Si pseudopotential with 2s2p in the valence: still 0.26 Ry off at 300 Ry, and the local radius moves the curve

I generated a norm-conserving Troullier-Martins potential for Si with the 2s and 2p shells in the valence and repeated it with three larger local radii, leaving everything else alone. The convergence test of the pseudo-atom looks like this:

Separable Troullier-Martins pseudopotentials for Si from ld1.x 7.5 (PBEsol, non-relativistic), with reference valence 2s2 2p6 3s2 3p1 (charge +1) and radii of 0.9 (s) and 0.55 bohr (p). The local potential is the all-electron one smoothed inside the local radius, 0.45 bohr in the base run. Levels use spherical Bessel functions in a 20 bohr box; errors are relative to 400 Ry.

```
cutoff (Ry)  sum of levels error, base (mRy)  sum of levels error, local radius 0.52 bohr (mRy)  sum of levels error, local radius 0.68 bohr (mRy)  sum of levels error, local radius 1.02 bohr (mRy)
         10                            41810                                              41810                                              41870                                              42150
         15                            36080                                              36090                                              36200                                              36880
         21                            31420                                              31440                                              31620                                              32710
         30                            26500                                              26550                                              26870                                              28620
         40                            22940                                              23010                                              23470                                              25670
         50                            19910                                              20000                                              20580                                              23070
         60                            17670                                              17770                                              18420                                              20980
         80                            13550                                              13670                                              14370                                              16660
        100                            10340                                              10450                                              11090                                              12830
        140                             6106                                               6190                                               6586                                               7405
        200                             2242                                               2271                                               2379                                               2540
        300                            257.1                                              258.9                                              263.5                                              269.1
```

My questions:

(1) How bad is this, and why is every entry positive?
(2) Which shell is responsible?
(3) Is it just the small p radius?
(4) Can the curve be predicted from the pseudo-wave?
(5) The s and p radii are the same in all four runs. Why does the local radius matter, and why most in the middle of the range?
(6) Which digits can I trust?
(7) Is the run that converges fastest also the most accurate?
(8) What would change for another core or another element?

Answer

(1) Size and sign

The orders of magnitude are about 40 Ry of error at a cutoff of 10 Ry, 10 Ry at 100 Ry and a quarter of a rydberg (3.5 to 3.7 eV) at 300 Ry. Thirty times the cutoff buys a factor of about 160, and no row is converged. The cutoff is the largest kinetic energy q² of a basis function, with the wave number q in inverse bohr and the energy in Ry. The sum of levels error is the sum of the pseudo-atom's levels at that cutoff less the same sum at 400 Ry. These are non-relativistic PBEsol atoms, and the functional plays little part here, since the columns measure basis truncation in a given potential.

The sign follows from the variational principle. The potential is held at its reference form, so the Hamiltonian does not change with the cutoff, and the Bessel functions below one cutoff are a subset of those below any higher one. Each level of a given angular momentum l is then an upper bound that can only fall as functions are added. All four columns are positive and decrease from each row to the next, as this requires.

The lowest rows need a caution. At 10 Ry the lowest p level of the base run has lost 76% of its binding of 7.71 Ry. The basis cannot form the compact 2p wave at all, and what it finds is a more diffuse state. Those rows describe a missing shell more than a slightly truncated one.

(2) The shell

It is 2p. The same runs give the excess of the lowest s and lowest p level separately, meaning the level less its 400 Ry value. In the base run at 100 Ry the 2p excess is 1701 mRy and the 2s excess 3 mRy. Six 2p electrons give 6 × 1701.2 = 10207 mRy of the tabulated 10340. The share is 84% at 10 Ry, where 2s is also badly described, and between 98 and 99% from 40 Ry on. That the sum is weighted by occupations is my inference from how well this adds up.

After two 2s and six 2p excesses are taken away, 123 mRy remain at 100 Ry and 3 mRy at 300 Ry, which must belong to the 3s and 3p electrons. From 60 Ry upward this remainder is 7.0 to 7.5% of the excess of one 2p electron. A nearly fixed ratio points to 3p: it has to be orthogonal to 2p, so it carries a small inner lobe with the shape of the 2p wave and inherits its slow convergence on a smaller scale, whereas 3s would follow the quickly converging 2s. The ratio is in the numbers; the assignment to 3p is an argument. It suggests that energy differences which leave the 2p shell alone converge far sooner than the sum does, though an atomic test cannot say by how much in a solid.

(3) Radius against shape

The radius explains part of it. Inside its radius a pseudo-wave is built from functions matched at that radius, so its wave numbers scale roughly as 1/radius and the cutoff as 1/radius². That predicts a ratio of (0.9/0.55)² = 2.68 between the cutoffs for p and s. The base run shows more: the 2p excess is 42.4 mRy at 300 Ry, and the 2s excess, interpolated on a logarithmic scale, reaches that value at about 40 Ry, a ratio of 7.6 at this one threshold. The product of q and the radius is 5.7 for s and 9.5 for p.

Angular momentum supplies some of the rest. A p wave starts as r² in the radial function u(r) = r·R(r), so it must rise, peak and turn over in less room than an s wave. A crude measure is the first zero of the spherical Bessel function, 4.49 for l = 1 against π for l = 0, whose squared ratio lifts the estimate from 2.68 to 5.5. That is still short of 7.6 and is only a heuristic.

The waves themselves show what pseudisation could and could not do. The all-electron 2s wave changes sign between 0.09 and 0.18 bohr because it is orthogonal to 1s. With 1s in the core the node is removed, and the 2s pseudo-wave becomes a single hump near 0.45 bohr, cut at twice that distance. The 2p wave is the lowest p state of the atom, has no node to lose, and keeps its peak near 0.36 bohr, with height 1.34 against 1.30 bohr^(−1/2) for the all-electron wave. Norm conservation fixes the charge inside the radius, so the peak can be reshaped a little but not flattened. At that distance the centrifugal term alone is l(l+1)/r² = 2/0.36² ≈ 15 Ry. The kinetic energies computed from the interpolated pseudo-waves are 23 Ry for 2p and 6 Ry for 2s.

(4) A prediction from the wave

Near convergence, yes, and with nothing fitted. Let ψ be the normalised reference wave with level ε, so that (H − ε)ψ = 0. Split it as ψ = a + b, with a made of basis functions below the cutoff and b of those above, and let w = ⟨b|b⟩ be the lost weight. Since a = ψ − b and H − ε annihilates ψ on either side,

⟨a|H − ε|a⟩ = ⟨b|H − ε|b⟩

Dividing by the norm 1 − w of a gives the excess of the truncated wave. With H = T + V, the potential term dropped, and c_n the coefficient of the basis function with wave number q_n,

excess ≈ Σ c_n² (q_n² + |ε|) / (1 − w), summed over q_n² above the cutoff

I evaluated this from the pseudo-waves of the base run, given at thirteen radii out to 1.17 bohr. They were interpolated by a spline in ln(u/r^(l+1)), continued by a tail r^n·exp(−r√|ε|) matched to the last two points, and expanded in Bessel functions taken to vanish at 20 bohr. Two different splines agree within 0.3% in every row and the norm comes out within 0.03% of one. Both splines pass through the same points, so an interpolation error common to them is not excluded.

At 300 Ry the formula gives 46.1 + 3.2 = 49.3 mRy for 2p, of which 3.2 mRy lies beyond 400 Ry and drops out of the table's difference. The remaining 46.1 mRy compares with the computed 42.4 mRy and is 9% high relative to it. Six electrons give 277 mRy, and 7% of one more 2p excess for the outer electrons adds 3 mRy, so 280 mRy stands against the tabulated 257.1. No row was fitted; only the 7% is borrowed from the calculation. The lost weight is tiny. Every missing function costs at least 300 + 7.7 Ry, so w is at most 0.0493/307.7 = 1.6 × 10⁻⁴. Losing less than two parts in ten thousand of the wave costs a quarter of a rydberg over the shell, because what is lost is weighted by q².

That row is the best one for 2p. The estimate is 1.28 times the computed excess at 200 Ry, twice it at 100 Ry and thirteen times it at 10 Ry, where 75 Ry is absurd for a level bound by 7.71 Ry. Two things are left out. The true solution in the small basis is not the chopped wave a but relaxes to the best combination available, which can only lower the level, and at low cutoff it does so by spreading out. The potential term ⟨b|V|b⟩ is also missing, and it lowers the excess where V is attractive. How the overshoot divides between the two is not resolved by this comparison.

For 2s the same formula is 9 to 31% high from 30 to 200 Ry and twice too high at 10 Ry. It also reproduces the shoulder in the 2s curve, where the computed excess lingers at 9.9, 7.0 and 6.1 mRy for 50, 60 and 80 Ry and the estimate gives 11.5, 9.2 and 7.7 mRy. The shoulder is therefore a property of the wave: its expansion coefficients are small over that range of q, as happens when the transform passes through zero, and a side lobe follows. A plateau in a convergence curve does not mean convergence.

As a rule of thumb the base column falls by a factor e for every 60 Ry or so. A least-squares fit of ln A[exp(−E/E₀) − exp(−400/E₀)], with E the cutoff in Ry, to the logarithm of all twelve base rows gives A = 47 Ry and E₀ = 63 Ry. It is within 10% of the table up to 100 Ry but 18% low at 140 Ry and 25% high at 300 Ry, so it is a description without physical content and should not be extrapolated.

(5) The local radius

The ordering is plain: in each row a larger local radius gives a larger error, except that the base and 0.52 bohr runs tie at 10 Ry after rounding. For 1.02 bohr the gap to the base is 340 mRy at 10 Ry, 3310 mRy at 60 Ry and 12 mRy at 300 Ry; relative to the base it peaks at 24% at 100 Ry. The two smaller variants have their largest gaps at 80 Ry. For 0.68 bohr, six times the change in the 2p excess accounts for 99 to 101% of the gap from 21 to 200 Ry (86% at 10 Ry, 96% at 15 Ry, 105% at 300 Ry), so 2p carries the trend as well as the total. That breakdown covers local radii up to 0.68 bohr; for 1.02 bohr it is a presumption.

The waves are not harder. They are fixed by the all-electron atom and the s and p radii, and the lowest p level at 400 Ry is −7.7116 Ry for 0.45, 0.52 and 0.68 bohr alike. The estimate under (4) is blind to the local radius, so the gap sits in the terms it dropped. In the separable form the p channel sees the local potential plus one projector. With V_p the potential that has ψ as its exact solution and δV = V_p − V_loc,

V = V_loc + |δV ψ⟩⟨ψ δV| / ⟨ψ|δV|ψ⟩

Acting on ψ this gives V_p ψ for any choice of V_loc. Acting on another function f it does not. If δV is negative everywhere, the Cauchy-Schwarz inequality gives

⟨f|δV|ψ⟩² / |⟨ψ|δV|ψ⟩| ≤ |⟨f|δV|f⟩|

so the projector attracts f less than δV itself would. If δV is positive everywhere, the projector repels f less. Smoothing the all-electron potential out to a larger radius makes the local well shallower and hands more of the attraction to the projector, which pays it in full only to a function shaped like ψ. A truncated basis cannot make that shape and so collects less. At 0.68 bohr the smoothed region already extends beyond the p radius, and at 1.02 bohr beyond the s radius too, over most of the 2p wave.

This also gives the shape of the gap. Write the best function in the basis as ψ + η. Two potentials with different local radii act alike on ψ, so their difference is quadratic in η and dies away with it at high cutoff; the subtraction of the 400 Ry value forces it to zero there in any case. At low cutoff the function hardly enters the region where the potentials differ. The maximum lies between, and at 60 to 80 Ry the shortest half wavelength π/q is 0.41 to 0.35 bohr, about the position of the 2p peak.

For a negative δV the argument can be sharpened. The energy that the separable form adds to ⟨f|V_p|f⟩ is the smallest value of ⟨f − cψ|(−δV)|f − cψ⟩ over all numbers c, and this cannot fall when V_loc is raised everywhere. A shallower local well then gives every trial function the same or a higher energy, while the level of ψ stays put. That δV keeps one sign and that the local wells are ordered at every radius was not checked, so this remains an argument and not a demonstration. Two results fit it. At 300 Ry the 2p excess moves from 42.4 through 42.7 to 43.5 mRy, toward the 46.1 mRy obtained with no potential term. And the scattering phases of the same runs, which fall with energy and so fall with added attraction, have errors that nearly vanish at the reference levels and shift upward with growing local radius in both channels, above and below those levels. Read as pseudo minus all-electron, that is a loss of attraction at the tested energies away from the reference level. The excitation errors under (7) seem to contradict this: read with the same sign, they say that 3s and 3p electrons become costlier to remove as the local radius grows. Their sizes, however, follow the phase errors. From 0.45 to 0.68 bohr the s phase error at −0.52 Ry shrinks to 0.66 of its value and the error for stripping all 3s and 3p electrons to 0.59, while the p phase error grows 2.7 times and the second ionisation error 2.4 times. Sizes that move together with signs opposed in both channels suggest that the two errors are defined with opposite signs, not that a second effect is at work. The outputs do not state the convention, so the phases support the argument only if they are read as above.

In terms of cutoff the effect is modest. By logarithmic interpolation the sum reaches 10 Ry at 103 Ry for the base and 118 Ry for 1.02 bohr, and 1 Ry at 237 and 242 Ry. The ladder is coarse there, so the differences mean more than the values.

(6) Digits

The table has four figures, so entries above 10000 mRy are good to ±5 mRy and a gap between two of them to ±10 mRy. The gaps of the 0.52 bohr run below about 30 Ry are of that size and should not be read from the printed columns; unrounded, the two sums at 10 Ry are 41808.9 and 41814.3 mRy.

The basis is discrete. In a 20 bohr box successive q differ by about π/20, which gives 20 functions per l at 10 Ry and 110 at 300 Ry. One function more or less corresponds to 2qπ/20 in cutoff, some 5 Ry at the top, and changes the base error by about 3% up to 60 Ry and 12% at 300 Ry. All four runs share the basis, so their differences suffer little, but as a statement about a smooth curve 257.1 is a number of one to two figures.

The zero is not the complete basis. The wave estimate leaves 3.2 mRy per 2p electron beyond 400 Ry, of the order of 20 mRy for the shell, so the true error at 300 Ry is probably some 7% above the entry. For 2s the reference is safe: its 400 Ry level matches the all-electron one to 0.02 mRy, about the last printed digit. All these cutoffs concern waves; the density contains wave numbers up to twice as large and so four times the cutoff.

(7) Speed against accuracy

No, they are separate properties, and accuracy does not even move in one direction. From 0.45 through 0.52 to 0.68 bohr the error of the first ionisation energy (7.72 eV in the all-electron atom) grows from 8.1 to 9.8 to 23.1 meV. The error for stripping all 3s and 3p electrons from the reference ion (94.5 eV) shrinks from −810 to −766 to −476 meV. The phase errors show the same split: at −0.52 Ry the s error goes from −0.0158 to −0.0104 rad and the p error from 0.0012 to 0.0032 rad.

The warning attached to these runs applies here. The 3s and 3p shells have no waves of their own and rely on projectors built at the 2s and 2p energies. Norm conservation makes the scattering right to first order around the reference level only, and the outer levels lie many rydbergs higher. Every test configuration that takes electrons out of 3s is off by 0.16 to 0.81 eV in these three runs, which more cutoff will not cure. The usual remedy is a second projector per channel. No bound ghost was found in any of the four runs, so that failure is not behind the trend.

(8) Neighbouring cases

With a neon core the valence waves would be 3s and 3p, both with inner nodes to remove and peaks much farther out, and the cutoff would drop to a few tens of Ry, a rough figure from general experience. With 2s2p kept in the valence, the shell contracts about as 1/(Z − σ), Z being the nuclear charge and σ the screening, roughly 4 as a recalled value. If the radii are scaled along, the cutoff goes as (Z − σ)², which makes P harder than Si by (11/10)² ≈ 1.2 and Al softer by (9/10)² ≈ 0.8. A larger p radius would help, though I would guess by less than 1/radius², since the charge near the peak has to stay. The same reasoning covers the 2p waves of oxygen and fluorine, the 3d and the 4f waves: each is the first shell of its l, compact and nodeless, so pseudisation has little to remove, while 3p, 4d and 5d valence waves sit outside a core shell of the same l and can be softened much further.
